Dear colleague,

The reciprocal cell of your bismuth crystal depends on one length and one angle. The length enters by pure scaling, so everything of interest lies in the angle. I use the crystallographic convention without $2\pi$, a right-handed basis $\mathbf a_1,\mathbf a_2,\mathbf a_3=\mathbf a,\mathbf b,\mathbf c$, lengths in \AA, and radians inside all expansions.

\subsection*{General relations}

The reciprocal basis is defined by $\mathbf a_i\cdot\mathbf a^*_j=\delta_{ij}$. Since $\mathbf a^*$ is normal to $\mathbf b$ and $\mathbf c$, it is parallel to $\mathbf b\times\mathbf c$, and $\mathbf a\cdot\mathbf a^*=1$ fixes its size:
\begin{equation}
\mathbf a^*=\frac{\mathbf b\times\mathbf c}{V}\ \text{(and cyclic)},\qquad V=\mathbf a\cdot(\mathbf b\times\mathbf c),\qquad a^*=\frac{bc\sin\alpha}{V}.
\end{equation}
Let $G_{ij}=\mathbf a_i\cdot\mathbf a_j$ and write $\mathbf a^*_j=\sum_k M_{jk}\mathbf a_k$. The scalar product with $\mathbf a_i$ gives $MG=1$, and that with $\mathbf a^*_l$ gives $G^*_{jl}=M_{jl}$. If the rows of $A$ hold the Cartesian components of the $\mathbf a_i$, then $G=AA^{T}$ and $V=\det A$. Hence
\begin{equation}
G^*=G^{-1},\qquad V^2=\det G,\qquad V^*=1/V .
\end{equation}
The identity $(\mathbf c\times\mathbf a)\cdot(\mathbf a\times\mathbf b)=a^2bc(\cos\beta\cos\gamma-\cos\alpha)$, divided by $|\mathbf c\times\mathbf a|\,|\mathbf a\times\mathbf b|=a^2bc\sin\beta\sin\gamma$, gives the angle between $\mathbf b^*$ and $\mathbf c^*$:
\begin{equation}
\cos\alpha^*=\frac{\cos\beta\cos\gamma-\cos\alpha}{\sin\beta\sin\gamma}.
\end{equation}

\subsection*{Dimensional analysis}

Factor $G=DCD$, with $D=\mathrm{diag}(a,b,c)$ and $C$ the matrix of cosines. Then $G^*=D^{-1}C^{-1}D^{-1}$. The products $aa^*$, $bb^*$, $cc^*$, the ratio $V/abc$ and the reciprocal angles depend on the angles alone. At fixed angles $a^*\propto a^{-1}$ and $V^*\propto(abc)^{-1}$ hold exactly, so the edges have no regimes and no corrections. Also $aa^*\ge1$, because $\mathbf a\cdot\mathbf a^*=1$.

For the rhombohedral cell set $x=\cos\alpha$, so that $G=a^2[(1-x)I+xJ]$, with $J$ the matrix of ones. The eigenvalue is $a^2(1+2x)$ along $[111]$ and $a^2(1-x)$, twice, normal to it. Both must be positive, which requires $0<\alpha<120^\circ$. Inverting the eigenvalues gives
\begin{align}
v\equiv\frac{V}{a^3}&=(1-x)\sqrt{1+2x}, & (aa^*)^2&=\frac{1+x}{(1-x)(1+2x)},\\
\cos\alpha^*&=-\frac{x}{1+x}, & \cos\frac{\alpha}{2}\cos\frac{\alpha^*}{2}&=\frac12 ,
\end{align}
and, with $s=h+k+l$,
\begin{equation}
\frac{a^2}{d_{hkl}^2}=\frac{h^2+k^2+l^2-s^2/3}{1-x}+\frac{s^2}{3(1+2x)}. \label{dsp}
\end{equation}
The natural shape parameter is the eigenvalue ratio
\begin{equation}
\kappa=\frac{1+2x}{1-x}=\frac23\left(\frac{c_H}{a_H}\right)^2,\qquad \kappa^*=\frac1\kappa ,
\end{equation}
where $a_H=a\sqrt{2(1-x)}$ and $c_H=a\sqrt{3(1+2x)}$ are the edges of the triple hexagonal cell. It equals 4 for fcc ($60^\circ$), 1 for simple cubic ($90^\circ$) and $1/4$ for bcc ($109.47^\circ$).

\subsection*{Limits of the angle}

\emph{Needle, $\alpha\to0$ ($\kappa\to\infty$):}
\begin{equation}
v\simeq\frac{\sqrt3}{2}\alpha^2\Big(1-\frac{\alpha^2}{4}\Big),\quad
aa^*\simeq\frac{2}{\sqrt3\,\alpha}\Big(1+\frac{\alpha^2}{12}\Big),\quad
\alpha^*\simeq\frac{2\pi}{3}-\frac{\alpha^2}{4\sqrt3}.
\end{equation}
Two eigenvalues of $G$ vanish as $\alpha^2$, and the reciprocal cell flattens.

\emph{Flat cell, $\alpha=2\pi/3-\epsilon$ ($\kappa\to0$):}
\begin{equation}
v\simeq\frac32\,3^{1/4}\epsilon^{1/2}\Big(1-\frac{\sqrt3}{4}\epsilon\Big),\quad
aa^*\simeq\frac{1+7\epsilon/(4\sqrt3)}{(3\sqrt3\,\epsilon)^{1/2}},\quad
\alpha^*\simeq2\cdot3^{1/4}\epsilon^{1/2}\Big(1-\frac{\sqrt3}{4}\epsilon\Big).
\end{equation}
One eigenvalue vanishes, linearly in $\epsilon$, which produces the square roots, and the reciprocal cell becomes a needle.

\emph{Near-orthogonal cell, $|x|\ll1$:}
\begin{equation}
v\simeq1-\tfrac32x^2+x^3,\qquad aa^*\simeq1+x^2-x^3,\qquad\cos\alpha^*\simeq-x+x^2 .
\end{equation}
The volume and $a^*$ respond at second order, the reciprocal angle at first order. The branch point at $x=-1/2$ limits the series for $v$ and $aa^*$ to a radius $1/2$, which covers $60^\circ<\alpha<120^\circ$.

\subsection*{Crossovers}

Equating the leading terms of neighbouring regimes gives rough boundaries. The needle form meets the orthogonal value 1 at $66.2^\circ$ for $aa^*$ and $61.6^\circ$ for $v$. The flat form meets it at $109.0^\circ$ and $105.3^\circ$.

Equation~\eqref{dsp} supplies sharp boundaries nearby. The transverse numerator $h^2+k^2+l^2-s^2/3$ vanishes only for $(hhh)$. It is at least $2/3$ when $s$ is not a multiple of 3, and at least 2 otherwise. The candidates for the largest spacing are therefore $(111)$, $\{100\}$ and $\{10\bar1\}$, for which $(1+2x)a^2/d^2$ equals $3$, $(2\kappa+1)/3$ and $2\kappa$. The largest $d$ belongs to $(111)$ for $\kappa>4$, to $\{100\}$ for $1/4<\kappa<4$, and to $\{10\bar1\}$ for $\kappa<1/4$. The order changes exactly at the fcc and bcc points.

\subsection*{Bismuth}

I take the approximate room-temperature values $a=4.746$~\AA\ and $\alpha=57.23^\circ$ as inputs. They give $x=0.5413$, $\kappa=4.540$, $v=0.6620$ and $aa^*=1.270$, so that
\begin{equation}
V=70.77\ \text{\AA}^3,\quad V^*=0.01413\ \text{\AA}^{-3},\quad a^*=0.2676\ \text{\AA}^{-1},\quad\alpha^*=110.56^\circ .
\end{equation}
With the factor $2\pi$ the reciprocal edge is $1.682$~\AA$^{-1}$. The hexagonal cell has $a_H=4.546$~\AA, $c_H=11.86$~\AA\ and $c_H/a_H=2.610$, where fcc has $\sqrt6=2.449$.

The sensitivity of the volume is
\begin{equation}
\frac{dV}{V}=-\frac{dV^*}{V^*}=3\frac{da}{a}+\frac{3x\sin\alpha}{(1-x)(1+2x)}\,d\alpha ,
\end{equation}
and the angular coefficient is 1.43 per radian. A change of $0.001$~\AA\ in $a$ moves $V$ by $6.3\times10^{-4}$ in relative terms, and $0.01^\circ$ in $\alpha$ moves it by $2.5\times10^{-4}$. The fourth figures above therefore hold only for the inputs as written.

Since $x>1/2$, the orthogonal series diverge for Bi. The needle forms are rough guides at $\alpha=0.9989$~rad. For $aa^*$ the leading term is 1.156 and the corrected one 1.252, against the full 1.270. For $v$ they are 0.864 and 0.649, against 0.6620. The useful small parameter is the distance from fcc, $\delta=\pi/3-\alpha=2.77^\circ=0.0483$~rad. Expanding in it,
\begin{align}
\kappa&\simeq4\Big(1+\tfrac{3\sqrt3}{2}\delta+\tfrac{15}{4}\delta^2\Big),\\
\frac{d_{111}}{d_{100}}&=\frac{\cot(\alpha/2)}{\sqrt3}\simeq1+\frac{2\delta}{\sqrt3}+\delta^2,\\
\frac{d_{211}}{d_{10\bar1}}&=\sqrt{\frac{3\kappa}{\kappa+8}}\simeq1+\frac{\sqrt3}{2}\delta+\frac{\delta^2}{8}.
\end{align}
First order, second order and the closed form give 4.502, 4.537 and 4.540 for $\kappa$; 1.0558, 1.0582 and 1.0583 for the first ratio; 1.0419, 1.0422 and 1.0422 for the second. In the first ratio the quadratic term is 4\% of the linear one. Differentiating the half-angle relation gives $d\alpha^*/d\alpha=-\tan(\alpha/2)/\tan(\alpha^*/2)$, which is $-1/\sqrt6$ at $60^\circ$. The linear estimate is $\alpha^*\simeq110.60^\circ$, close to the full $110.56^\circ$. The reciprocal lattice of Bi is a bcc lattice slightly compressed along the trigonal axis.

Those two ratios are the splittings of the fcc families $\{111\}$ and $\{220\}$. The family $\{200\}$ becomes $\{110\}$, whose members are related by the threefold axis and inversion, and it stays single. The table uses Bragg's law $\lambda=2d\sin\theta$ with the approximate Cu K$\alpha_1$ wavelength $1.5406$~\AA, and hexagonal indices $(h-k,\,k-l,\,s)$ of the obverse setting.

\begin{center}
\begin{tabular}{ccccc}
rhombohedral & hexagonal & fcc family & $d$ (\AA) & $2\theta$ (deg)\\ \hline
$111$ & $003$ & $111$ & 3.954 & 22.47\\
$100$ & $101$ & $111$ & 3.736 & 23.79\\
$110$ & $012$ & $200$ & 3.280 & 27.16\\
$211$ & $104$ & $220$ & 2.369 & 37.95\\
$10\bar1$ & $110$ & $220$ & 2.273 & 39.62
\end{tabular}
\end{center}

The metric fixes positions only. The primitive cell holds two atoms at $\pm(u,u,u)$, with $u$ slightly below $1/4$, so the structure factor is proportional to $\cos(2\pi us)$ and low-order reflections of odd $s$ are weak. The $\{220\}$ pair has even $s$ and is the better gauge of $\delta$. From $|\Delta(2\theta)|=2\tan\theta\,|\Delta d|/d$ its separation is
\begin{equation}
\Delta(2\theta)\simeq\sqrt3\,\delta\tan\theta ,
\end{equation}
which is $1.69^\circ$ at the mean angle $\theta=19.4^\circ$, while the full expression gives $1.67^\circ$. The pair merges when the separation falls to the line width $w$, at $\delta_c=w/(\sqrt3\tan\theta)$. For an assumed $w=0.1^\circ$ this is $0.16^\circ$, far below the distortion of Bi.

\subsection*{The wavelength}

Diffraction adds the ratio $\lambda/a$. Elastic scattering reaches reciprocal points with $1/d\le2/\lambda$. For short wavelengths their number is the volume of that sphere divided by $V^*$,
\begin{equation}
N\simeq\frac{4\pi}{3}\Big(\frac{2}{\lambda}\Big)^3V=\frac{32\pi}{3}\,v\Big(\frac{a}{\lambda}\Big)^3 ,
\end{equation}
about $6.5\times10^{2}$ for Cu K$\alpha_1$. This continuum count ignores the discreteness of the shells near the surface of the sphere, and it fails once $\lambda$ is comparable with the largest spacing. Because $\kappa>4$, that spacing is $d_{111}=c_H/3$, and neutrons or X-rays with $\lambda>2d_{111}=7.908$~\AA\ find no Bragg reflection in bismuth.